## Results and discussion

In a metal the number of filled bands changes from one wave vector to another. In molybdenum this change can be followed from the zone centre Γ, where all atoms carry the same phase, to the zone corner H, where corner and body-centre atoms carry opposite phases. With the usual primitive axes for a body-centred cubic crystal, points 7, 6, 4, 3 and 1, counted down the table, lie on this line, at fractions $q = 0$, 4/13, 8/13, 10/13 and 12/13 of the way. The question is where the levels at point 4 lie, and above all whether its d levels nearest the Fermi energy are filled.

Energy levels of body-centred cubic Mo at points of a Γ-centred 13×13×13 k mesh, numbered outwards from the Fermi energy, which is the zero. OpenMX 3.8.5, PBE, with the OpenMX 2013 PBE pseudopotentials (14 valence electrons) and the standard Mo7.0-s3p2d2 basis; no spin polarisation or spin-orbit coupling, Fermi-Dirac smearing of 0.05 eV.

| point a (reciprocal cell vector) | point b (reciprocal cell vector) | point c (reciprocal cell vector) | level under 4 (eV) | level under 3 (eV) | level under 2 (eV) | level under 1 (eV) | level over 1 (eV) | level over 2 (eV) |
| --- | --- | --- | --- | --- | --- | --- | --- | --- |
| -0.4615 | -0.4615 | 0.4615 | -35.62 | -35.62 | -5.489 | -5.446 | 3.336 | 3.343 |
| -0.3846 | -0.3846 | -0.3846 | -35.08 | -3.51 | -3.508 | -2.569 | 2.224 | 2.224 |
| -0.3846 | -0.3846 | 0.3846 | -35.53 | -35.53 | -4.914 | -4.650 | 1.653 | 1.662 |
| -0.3077 | -0.3077 | 0.3077 | ? | ? | ? | ? | ? | ? |
| -0.2308 | 0.0769 | 0.0769 | -34.83 | -6.02 | -2.173 | -2.159 | 0.256 | 1.252 |
| -0.1538 | -0.1538 | 0.1538 | -1.44 | -1.43 | -0.594 | -0.523 | 2.242 | 22.807 |
| 0.0000 | 0.0000 | 0.0000 | -7.39 | -1.55 | -1.532 | -1.532 | 1.426 | 1.426 |

The columns count outwards from the Fermi energy, so a single column jumps between bands. Entries near −35 eV are 4p semicore levels, which hardly take part in bonding. Leaving them aside, four bands are filled at Γ but only two at points 3 and 1. A band must therefore be followed by its symmetry and smoothness.

The xz and yz orbitals form a pair that symmetry keeps together along the line. The table shows such a pair at −1.4 eV at point 6 and at 1.7 eV at point 3. The tiny splittings printed within the pair are small numerical errors, since symmetry allows none without spin-orbit coupling. In-phase neighbours make it bonding at Γ, and the reversed phase makes it antibonding towards H. For x²−y² the roles are exchanged, so that band falls from 1.4 eV at Γ to about −5.5 eV near H.

This phase argument gives a simple formula. Neighbouring atomic planes lie half a cell edge apart, and their coupling varies as $c=\cos\pi q$. Coupling over a full edge adds a term in $\sin^2\pi q$. The pair also mixes with p orbitals, though not at Γ or H, where inversion symmetry forbids it. Since higher p levels should come closer towards H, the sine term is strengthened there:

$$E = A + Bc + D\,\frac{\sin^2\pi q}{1+0.5c}.$$

The three constants were fitted to the four known points on the line. The factor 0.5 is a rough choice made with those points in view, so their close agreement flatters the formula. At point 4, which was not part of the fit, $c=-0.355$ and the terms give

$$E = 1.045 + 0.917 - 2.021 \approx -0.06\ \text{eV}.$$

The forecast for the pair is thus −0.06 eV, with a range from −0.4 to +0.3 eV. Filled is slightly favoured, but the sign is open.

Two deeper valence levels are expected. For x²−y², which has no s or p partner on this line, the formula without the weighting gives −3.84 eV, range −4.0 to −3.6 eV, as the upper of the two. The lower, of mixed s and d character, is put at −4.2 eV, range −4.7 to −3.8 eV. That value leans on a free-electron estimate of the same band at point 6.

The rest depends on the pair. If it is filled, the first empty level should be xy at 1.7 eV (1.3 to 2.2 eV), and the second a mixed s-d-p level at 4.7 eV (3 to 7 eV). If it is empty, it takes both "over" columns itself, and semicore levels enter "level under 4" and "level under 3".

The withheld rows as computed:

| point a (reciprocal cell vector) | point b (reciprocal cell vector) | point c (reciprocal cell vector) | level under 4 (eV) | level under 3 (eV) | level under 2 (eV) | level under 1 (eV) | level over 1 (eV) | level over 2 (eV) |
| --- | --- | --- | --- | --- | --- | --- | --- | --- |
| -0.3077 | -0.3077 | 0.3077 | -35.37 | -35.37 | -3.823 | -3.798 | 0.078 | 0.088 |

The pair lies at about 0.08 eV, inside the range but above the Fermi energy. The favoured filling was therefore wrong, although the energy was missed by only 0.14 eV. Because the pair takes both "over" columns, the forecasts for xy and the mixed level above it remain untested; the differences printed for them compare unlike bands.

The result does not single out the p-mixing correction. Without the weighting, the formula gives 0.24 eV and misses by about as much in the other direction. The known points had favoured the weighted form far more strongly, but its factor had been chosen to suit them. Mixing with p orbitals is sound theory; the particular shape given to it here is not confirmed.

The upper deep level, at −3.80 eV, agrees well with the forecast. The lower one, at −3.82 eV, only just falls inside its range and lies 0.33 eV above the unrounded forecast of −4.15 eV. The free-electron estimate is probably part of the cause. At point 5, off the line and somewhat nearer to Γ, the same estimate would fall about 0.3 eV below the printed −6.02 eV, so the real band rises faster from Γ than a free electron's. The interpolation may add to the miss. The two levels nearly coincide, which suggests that their bands cross close to point 4; their order there is too fine a detail to assign orbital names.

Point 4 thus lies almost where the pair crosses the Fermi energy, and a small shift decides how many bands count as filled. The smearing of 0.05 eV even leaves the pair partly occupied in this run. Spin-orbit coupling, absent here, is expected to split the pair by roughly 0.1 eV. Each half would move by about half of that, which is not much less than the pair's distance from the Fermi energy. The calculation places the crossing close to point 4, but the filling at this one point is a delicate result. The printed analysis follows; its comparisons for points 2 and 5 have no meaning, because these points lie off the line.

Output of the analysis:

```
fit of pair on 4 rows (line): constant 1.045 +/- 0.015, coefficient of c -2.585 +/- 0.012, coefficient of hyb -1.902 +/- 0.035; rms 0.00977, worst -0.1538 0.0125, leave-one-out rms 0.0438
  rows outside the fit (model, value, miss): -0.3846 1.643, 2.224, -0.581; -0.3077 -0.05995, 0.078, -0.138; -0.2308 -1.529, -34.83, 33.3
fit of pair on 4 rows (line): constant 0.9294 +/- 0.29, coefficient of c -2.366 +/- 0.24, coefficient of s2 -1.753 +/- 0.71; rms 0.197, worst -0.3846 0.277, leave-one-out rms 1.06
  rows outside the fit (model, value, miss): -0.3846 1.93, 2.224, -0.294; -0.3077 0.2364, 0.078, 0.158; -0.2308 -1.544, -34.83, 33.3
fit of flat on 4 rows (line): constant -2.059 +/- 0.025, coefficient of c 3.477 +/- 0.02, coefficient of s2 -0.6289 +/- 0.061; rms 0.0171, worst -0.3846 -0.024, leave-one-out rms 0.0916
  rows outside the fit (model, value, miss): -0.3846 -4.938, -3.508, -1.43; -0.3077 -3.842, -3.798, -0.044; -0.2308 0.884, -2.159, 3.04
lower deep level at point 4, forecast, eV: -4.153
lower deep level at point 4, forecast less computed, eV: -0.3302
xy level at point 4, forecast, eV: 1.737
xy forecast less computed first empty level (valid only if the pair is filled), eV: 1.659
upper s-d-p level at point 4, forecast, eV: 4.692
upper forecast less computed second empty level (valid only if the pair is filled), eV: 4.604
```
